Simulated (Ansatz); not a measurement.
A series in volume scale on W

Free energy against uniform scaling of the volume at fixed shape and fractions; periodic cell, basis, potentials, k mesh and filling as listed. The results are calculated, by Ansatz 0.2.0.

The cell before it is scaled or strained (space group Pbcm, No. 57):
```
cell vectors (Å)
   2.8097     0.0000     0.0000
   0.0000     4.8639     0.0000
   0.0000     0.0000     4.9237
atoms (fractions of the cell vectors)
W   0.79317  0.56316  0.25000
W   0.20683  0.06316  0.25000
W   0.20683  0.43684  0.75000
W   0.79317  0.93684  0.75000
```

Settings of every row: functional r2SCAN; dispersion none; potentials PAW; wave cutoff 557.83 eV; density cutoff 2231.3 eV; k mesh 8x5x5; k shift 0x0x0; occupations methfessel paxton; smearing width 0.1 eV; spin none.

Limits: coarse k mesh, up to 40 meV an atom off; no spin-orbit coupling, which can matter with elements this heavy; the cell comes from a prototype or a list of computed structures and needn't be the stable phase.

```
row  volume scale  V (Å³/atom)  energy above lowest point (meV/atom)
  1           0.9        15.14                                 100.8
  2         0.925        15.56                                  42.8
  3          0.95       15.981                                  10.3
  4         0.975       16.401                                     0
  5             1       16.822                                   9.3
  6         1.025       17.242                                  35.7
  7          1.05       17.663                                  77.3
  8         1.075       18.084                                     ?
  9           1.1       18.504                                 198.6
```

Question: what energy above lowest point should row 8 give?

Worked fit of energy above lowest point. Take u = (V_r/V)^(2/3) − 1 with V_r = 16.611 Å³ an atom, which is twice the finite (Eulerian) strain; such expansions in the strain, on which the Birch-Murnaghan equation of state is built, carry the rest volume and the bulk modulus. The shown rows have u = 0.06377, 0.04454, 0.02611, 0.00852, -0.00838, -0.02455, -0.04011, -0.06942. Least squares give energy above lowest point = 2.34 − 554.6 × u + 32823 × u² + 1255 × u³ meV/atom; a parabola predicts inner rows, each left out in turn, worse (root mean square 0.1 against 0.052 meV/atom). The rows lie off it by 0.0, -0.1, 0.0, 0.0, 0.0, 0.0, 0.0, 0.0. Its lowest point lies at u = 0.0084, or V = 16.4 Å³ an atom, and the curvature there gives the bulk modulus at fixed shape and fractions, B = (4/9)(1 + u)² E″(u)/V = 290 GPa. Letting shape and atoms relax would as a rule lower it, by much in layered, chain or molecular crystals. The withheld row has u = -0.05507, so the fit gives 2.34 − 554.6 × (-0.05507) + 32823 × (-0.05507)² + 1255 × (-0.05507)³ = 132.2 meV/atom.

The calculation gave 132.1 meV/atom. The fit lies 0.1 meV/atom (0.05 % of the column's range) above it, one unit of the last digit.
